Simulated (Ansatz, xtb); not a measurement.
Ligand exchange: ICl + SiH3Br → SiH3Cl + IBr

Species: ICl (iodine monochloride), singlet; SiH3Br `[SiH3]Br`, singlet; SiH3Cl `[SiH3]Cl`, singlet; IBr (iodine monobromide), singlet. The partners trade I for SiH3: Cl–I and Br–SiH3 bonds give way to Cl–SiH3 and Br–I.

Shapes, held fixed at every level: PBE0-D4/def2-TZVP. Programs: Ansatz 0.2.0, xtb 6.7.1. The zero-point and thermal change to 298 K, harmonic and unscaled (PBE0-D4/def2-TZVP), is +0.6 kJ/mol.

Task: Estimate ΔH(298 K) of this reaction.

Result: The highest level, CCSD(T)/def2-TZVPP, gives ΔH(298 K) = -35.0 kJ/mol; the levels span -42.9 to -27.5. The column of differences is taken from that level and isn't an error. No measured value is set beside it here. For atoms past krypton def2 sets carry core potentials with scalar relativity. Relativity is left out for Br unless named. Correlated rows may include outer-core shells of Br, I, which these sets cover unevenly.

| level | kind | ΔH(298 K) (kJ/mol) | less CCSD(T)/def2-TZVPP |
| --- | --- | --- | --- |
| GFN2-xTB | semi-empirical | -27.5 | +7.5 |
| HF/def2-SVP | Hartree–Fock | -42.2 | -7.2 |
| SPW92/def2-TZVPP | LDA | -33.0 | +2.0 |
| PBE0-D4/def2-TZVPP | global hybrid | -35.2 | -0.2 |
| r2SCAN0-D4/def2-TZVPP | global hybrid | -36.8 | -1.8 |
| MP2/def2-SVP | perturbation theory | -42.9 | -7.9 |
| MP2/def2-TZVPP | perturbation theory | -36.4 | -1.4 |
| CCSD/def2-TZVPP | coupled cluster or CI | -35.5 | -0.5 |
| CCSD(T)/def2-TZVPP | coupled cluster or CI | -35.0 | 0.0 |

The exchange is exothermic at every level, with chlorine ending up on silicon and bromine on iodine. Both Si and I bind chlorine more strongly than bromine, so the sign reflects a larger preference at silicon. Silicon is much more electropositive than iodine, and its bond gains more ionic character and strength from the smaller, more electronegative halogen. The I–Cl bond given up is only modestly polar, so less is lost there. The thermal term of +0.6 kJ/mol is too small to matter, which makes this a difference in bond energies.

Basis set matters more than the treatment of correlation: MP2 moves from -42.9 to -36.4 kJ/mol on going from def2-SVP to def2-TZVPP, while HF and MP2 nearly agree in the smaller set. The low Hartree–Fock value therefore probably owes more to its basis than to missing correlation. With two single bonds broken and two formed, much of the correlation error cancels, which is probably why even LDA lands close to CCSD(T). The exothermicity says nothing about the barrier to exchange.
